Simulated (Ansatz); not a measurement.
## A series in volume scale on TiAl

Results calculated with Ansatz 0.2.0, not measured. Free energy against uniform scaling of the volume at fixed shape and fractions; periodic cell, basis, potentials, k mesh and filling as listed.

The cell before it is scaled or strained (space group P-6m2, No. 187):
```
cell vectors (Å)
   2.8673     0.0000     0.0000
  -1.4336     2.4831     0.0000
   0.0000     0.0000     4.6781
atoms (fractions of the cell vectors)
Ti  0.00000  0.00000  0.00000
Al  0.33333  0.66667  0.50000
```

Settings of every row: functional LDA; dispersion none; potentials PAW; wave cutoff 500 eV; density cutoff 2000 eV; k mesh 9x9x5; k shift 0x0x0; occupations gaussian; smearing width 0.1 eV; spin none.

Limits: coarse k mesh, up to 40 meV an atom off; the cell comes from a prototype or a list of computed structures and needn't be the stable phase.

```csv
row,volume scale,V (Å³/atom),energy above lowest point (meV/atom)
1,0.88,14.655,26.1
2,0.92,15.321,1.3
3,0.96,15.987,0
4,1,16.654,17.7
5,1.04,17.32,?
6,1.08,17.986,96.4
7,1.12,18.652,152.2
```

Question: what energy above lowest point should row 5 give?

Worked fit of energy above lowest point. Take u = (V_r/V)^(2/3) − 1 with V_r = 16.32 Å³ an atom, which is twice the finite (Eulerian) strain; such expansions in the strain, on which the Birch-Murnaghan equation of state is built, carry the rest volume and the bulk modulus. The shown rows have u = 0.07438, 0.04301, 0.01384, -0.01342, -0.06275, -0.08519. Least squares give energy above lowest point = 6.68 − 654.6 × u + 12335 × u² − 363 × u³ meV/atom; a parabola predicts inner rows, each left out in turn, worse (root mean square 0.06 against 0.037 meV/atom). All shown rows lie on it to the printed digit. Its lowest point lies at u = 0.0266, or V = 15.69 Å³ an atom, and the curvature there gives the bulk modulus at fixed shape and fractions, B = (4/9)(1 + u)² E″(u)/V = 118 GPa. Letting shape and atoms relax would as a rule lower it, by much in layered, chain or molecular crystals. The withheld row has u = -0.03887, so the fit gives 6.68 − 654.6 × (-0.03887) + 12335 × (-0.03887)² − 363 × (-0.03887)³ = 50.8 meV/atom.

The calculation gave 50.8 meV/atom. The fit meets it to the printed digit.
